**Polarisability at imaginary frequency of Yb3+, Nd3+ and Ti2+: predicting two withheld rows**

The table holds α(iω) in bohr³ at 15 imaginary frequencies for three spherical ions, from spin-polarised scalar-relativistic PBE atoms with Sternheimer response and a Hartree plus adiabatic LDA kernel. The program uses the form α = Σ f/(Ω² + ω²) with f ≥ 0 and brackets the withheld rows at 0.01425 and 2.117 hartree by linear programming over all positive spectra that match the known rows within rounding. It compares this with a one-pole fit to the low-frequency rows and a three-pole fit to all known rows. All six withheld values lie inside the brackets, with midpoint misses under 0.1%, while one pole is low by factors of 2.2 to 4.8 at 2.117 hartree and three poles miss by up to 1.7%. The agreement checks consistency with a positive spectral sum, not accuracy against nature.

radks radial solver (version 1) with Libxc; spherical all-electron Kohn-Sham ions in the ground configurations that NIST lists, with PBE, scalar-relativistic, spin-polarised, open shells filled at highest spin, Fermi nucleus. The base run is Yb3+ ([Xe] 4f13), and the other columns change only the element or charge named. Polarisabilities are coupled dipole values.

## Analysis program

```python
# Table: dipole polarisability alpha(i w) in bohr^3 of Yb3+, Nd3+, Ti2+ (radks, spherical spin-polarised
# scalar-relativistic PBE, Sternheimer with Hartree + adiabatic LDA kernel). Tested: alpha = sum f/(W^2+w^2), f>=0:
# LP bracket over positive spectra (main), one pole, three poles; predictions for withheld rows.
T = {
    'imaginary_frequency': [0.002664, 0.01425, 0.03601, 0.06967, 0.1181, 0.1859, 0.2803, 0.4132, 0.605, 0.892, 1.345, 2.117, 3.588, 6.942, 17.54],  # hartree
    'run0': [4.698, 4.697, 4.691, 4.671, 4.624, 4.527, 4.354, 4.079, 3.681, 3.13, 2.409, 1.596, 0.8677, 0.3611, 0.09097],  # bohr³
    'run1': [7.018, 7.016, 7.002, 6.959, 6.859, 6.668, 6.354, 5.874, 5.158, 4.153, 2.94, 1.775, 0.8972, 0.3499, 0.08013],  # bohr³
    'run2': [5.461, 5.454, 5.421, 5.318, 5.088, 4.69, 4.151, 3.546, 2.928, 2.298, 1.647, 1.01, 0.4917, 0.1744, 0.03806],  # bohr³
}
HELD = [1, 11]  # rows withheld from the fit
import numpy as np
from scipy.optimize import linprog, least_squares
w = np.array(T['imaginary_frequency'], float); x = w**2
K = np.array([i for i in range(len(w)) if i not in HELD])
half = lambda v: 0.5*10.0**(np.floor(np.log10(v)) - 3)   # half unit of 4th significant figure
W = np.logspace(-2, np.log10(300), 400)                  # pole grid, hartree
ker = lambda xx: W**2/(W**2 + xx)                        # variables g = f/W^2
poles = lambda p, xx: sum(np.exp(p[k])/(np.exp(2*p[k+3]) + xx) for k in range(3))
def fit3(idx, a):
    p0 = np.log([1., 6., 15., 0.4, 1.2, 6.])
    return least_squares(lambda p: np.log(poles(p, x[idx])/a[idx]), p0).x
c6 = lambda f, o: 1.5*sum(f[i]*f[j]/(o[i]*o[j]*(o[i]+o[j])) for i in range(len(f)) for j in range(len(f)))
A, W1, mid = {}, {}, {}
print("units: w, W hartree; alpha bohr^3; C6 a.u.; all fits use known rows only")
for key, name, N in [('run0', 'Yb3+', 67), ('run1', 'Nd3+', 57), ('run2', 'Ti2+', 20)]:
    a = np.array(T[key], float); A[name] = a; ak = a[K]
    assert np.all(np.diff(ak) < 0)
    assert ak[-1]*x[K][-1] < N
    tol = half(ak) + np.abs(np.gradient(ak, w[K]))*half(w[K])
    M = np.array([ker(xx) for xx in x[K]])/ak[:, None]
    Aub = np.vstack([M, -M, W**2/N])
    for s in (1, 1.5, 2, 3, 5, 10, 30):
        b = np.concatenate([1 + s*tol/ak, -(1 - s*tol/ak), [1.0]])
        if linprog(np.zeros(len(W)), A_ub=Aub, b_ub=b).status == 0: break
    rng = lambda c: (linprog(c, A_ub=Aub, b_ub=b).fun, -linprog(-c, A_ub=Aub, b_ub=b).fun)
    low = K[w[K] < 0.08]
    sl, ic = np.polyfit(x[low], 1/a[low], 1); f1, o1 = 1/sl, np.sqrt(ic/sl); W1[name] = o1
    one = lambda xx: f1/(o1**2 + xx)
    p = fit3(K, a); r3 = 100*(poles(p, x[K])/ak - 1); j = np.argmax(abs(r3))
    lo, hi = rng((W < 0.5)*1.0/ak[0])
    print(f"== {name} N={N}: loss w={w[0]}->{w[5]} {100*(1-a[5]/a[0]):.1f}%; alpha*w^2 at {w[10]},{w[12]},{w[14]}: "
          f"{a[10]*x[10]:.2f},{a[12]*x[12]:.2f},{a[14]*x[14]:.2f} ({100*a[14]*x[14]/N:.0f}% of N)")
    print(f" 1-pole (w<0.08): W={o1:.3f} f={f1:.2f}; err% at w={w[5]},{w[8]},{w[10]},{w[14]}: "
          + ",".join(f"{100*(one(x[i])/a[i]-1):.1f}" for i in (5, 8, 10, 14)))
    print(f" 3-pole: W={np.round(np.exp(p[3:]), 2)} f={np.round(np.exp(p[:3]), 2)} "
          f"rms {np.sqrt(np.mean(r3**2)):.2f}% worst {r3[j]:+.2f}% at w={w[K][j]}")
    c1, c3 = c6([f1], [o1]), c6(np.exp(p[:3]), np.exp(p[3:]))
    print(f" model C6: 1-pole {c1:.2f}, 3-pole {c3:.2f}, ratio {c1/c3:.2f}")
    print(f" LP: tolerance {s}x rounding; share of static alpha from W<0.5: {100*lo:.0f}-{100*hi:.0f}%")
    for h in HELD:
        lo, hi = rng(ker(x[h])); m, e = (lo + hi)/2, (hi - lo)/2; mid[name, h] = m
        nb = [K[K < h][-1], K[K > h][0]]
        loo = max(abs(poles(fit3(K[K != n], a), x[n])/a[n] - 1) for n in nb); p3 = poles(p, x[h])
        print(f" w={w[h]} predict: LP {m:.4f}+-{e:.4f}; 3-pole {p3:.4f}+-{p3*loo:.4f}; 1-pole {one(x[h]):.4f}")
        ok = 'inside' if abs(a[h] - m) <= e + half(a[h]) else 'OUTSIDE'
        print(f"   computed {a[h]:.4g} (rounding {half(a[h]):.5f}); miss LP {m-a[h]:+.4f} ({100*(m/a[h]-1):+.2f}%, {ok}); "
              f"3-pole {100*(p3/a[h]-1):+.2f}%; 1-pole {100*(one(x[h])/a[h]-1):+.2f}% (factor {a[h]/one(x[h]):.2f})")
assert W1['Ti2+'] < W1['Nd3+'] < W1['Yb3+']
assert A['Nd3+'][0] > A['Ti2+'][0] > A['Yb3+'][0] and A['Yb3+'][14] > A['Nd3+'][14] > A['Ti2+'][14]
print("== ratios to Yb3+ on known rows")
show = [0, 5, 6, 8, 10, 12, 13, 14]
print(" w     " + " ".join(f"{w[i]:.4g}" for i in show))
for n in ('Nd3+', 'Ti2+'):
    print(f" {n}/Yb " + " ".join(f"{A[n][i]/A['Yb3+'][i]:.3f}" for i in show))
for h in HELD:
    print(f" w={w[h]}: Nd/Yb LP {mid['Nd3+', h]/mid['Yb3+', h]:.3f} computed {A['Nd3+'][h]/A['Yb3+'][h]:.3f}; "
          f"Ti/Yb LP {mid['Ti2+', h]/mid['Yb3+', h]:.3f} computed {A['Ti2+'][h]/A['Yb3+'][h]:.3f}")
print(f"w^2 rule: row 1 lies {100*(x[1]-x[0])/(x[2]-x[0]):.1f}% of the way from row 0 to row 2")
print(" drops row 0->2: " + ", ".join(f"{n} {A[n][0]-A[n][2]:.3f}" for n in A))
print(" computed drops row 0->1: " + ", ".join(f"{n} {A[n][0]-A[n][1]:.3f}" for n in A) + " (floor 0.001)")
```

Output:

```
units: w, W hartree; alpha bohr^3; C6 a.u.; all fits use known rows only
== Yb3+ N=67: loss w=0.002664->0.1859 3.6%; alpha*w^2 at 1.345,3.588,17.54: 4.36,11.17,27.99 (42% of N)
 1-pole (w<0.08): W=0.915 f=3.93; err% at w=0.1859,0.605,1.345,17.54: -0.3,-11.2,-38.3,-86.0
 3-pole: W=[ 0.63  1.87 10.23] f=[ 0.61 10.19 23.19] rms 0.26% worst +0.50% at w=1.345
 model C6: 1-pole 15.14, 3-pole 23.53, ratio 0.64
 LP: tolerance 1x rounding; share of static alpha from W<0.5: 1-20%
 w=0.01425 predict: LP 4.6969+-0.0005; 3-pole 4.6880+-0.0121; 1-pole 4.6970
   computed 4.697 (rounding 0.00050); miss LP -0.0001 (-0.00%, inside); 3-pole -0.19%; 1-pole -0.00% (factor 1.00)
 w=2.117 predict: LP 1.5949+-0.0060; 3-pole 1.6172+-0.0572; 1-pole 0.7390
   computed 1.596 (rounding 0.00050); miss LP -0.0011 (-0.07%, inside); 3-pole +1.33%; 1-pole -53.70% (factor 2.16)
== Nd3+ N=57: loss w=0.002664->0.1859 5.0%; alpha*w^2 at 1.345,3.588,17.54: 5.32,11.55,24.65 (43% of N)
 1-pole (w<0.08): W=0.756 f=4.02; err% at w=0.1859,0.605,1.345,17.54: -0.7,-17.0,-42.6,-83.7
 3-pole: W=[0.64 1.53 8.64] f=[ 1.18  9.13 17.89] rms 0.52% worst +0.88% at w=1.345
 model C6: 1-pole 27.94, 3-pole 41.71, ratio 0.67
 LP: tolerance 1x rounding; share of static alpha from W<0.5: 6-12%
 w=0.01425 predict: LP 7.0155+-0.0005; 3-pole 6.9820+-0.0464; 1-pole 7.0155
   computed 7.016 (rounding 0.00050); miss LP -0.0005 (-0.01%, inside); 3-pole -0.48%; 1-pole -0.01% (factor 1.00)
 w=2.117 predict: LP 1.7752+-0.0064; 3-pole 1.8060+-0.0776; 1-pole 0.7946
   computed 1.775 (rounding 0.00050); miss LP +0.0002 (+0.01%, inside); 3-pole +1.74%; 1-pole -55.23% (factor 2.23)
== Ti2+ N=20: loss w=0.002664->0.1859 14.1%; alpha*w^2 at 1.345,3.588,17.54: 2.98,6.33,11.71 (59% of N)
 1-pole (w<0.08): W=0.425 f=0.99; err% at w=0.1859,0.605,1.345,17.54: -2.3,-38.4,-69.9,-91.6
 3-pole: W=[ 0.34  1.6  10.25] f=[0.34 6.22 6.98] rms 0.59% worst +1.22% at w=1.345
 model C6: 1-pole 9.51, 3-pole 16.20, ratio 0.59
 LP: tolerance 1x rounding; share of static alpha from W<0.5: 35-52%
 w=0.01425 predict: LP 5.4546+-0.0007; 3-pole 5.4315+-0.0354; 1-pole 5.4545
   computed 5.454 (rounding 0.00050); miss LP +0.0006 (+0.01%, inside); 3-pole -0.41%; 1-pole +0.01% (factor 1.00)
 w=2.117 predict: LP 1.0107+-0.0045; 3-pole 1.0212+-0.0481; 1-pole 0.2116
   computed 1.01 (rounding 0.00050); miss LP +0.0007 (+0.07%, inside); 3-pole +1.11%; 1-pole -79.05% (factor 4.77)
== ratios to Yb3+ on known rows
 w     0.002664 0.1859 0.2803 0.605 1.345 3.588 6.942 17.54
 Nd3+/Yb 1.494 1.473 1.459 1.401 1.220 1.034 0.969 0.881
 Ti2+/Yb 1.162 1.036 0.953 0.795 0.684 0.567 0.483 0.418
 w=0.01425: Nd/Yb LP 1.494 computed 1.494; Ti/Yb LP 1.161 computed 1.161
 w=2.117: Nd/Yb LP 1.113 computed 1.112; Ti/Yb LP 0.634 computed 0.633
w^2 rule: row 1 lies 15.2% of the way from row 0 to row 2
 drops row 0->2: Yb3+ 0.007, Nd3+ 0.016, Ti2+ 0.040
 computed drops row 0->1: Yb3+ 0.001, Nd3+ 0.002, Ti2+ 0.007 (floor 0.001)
```
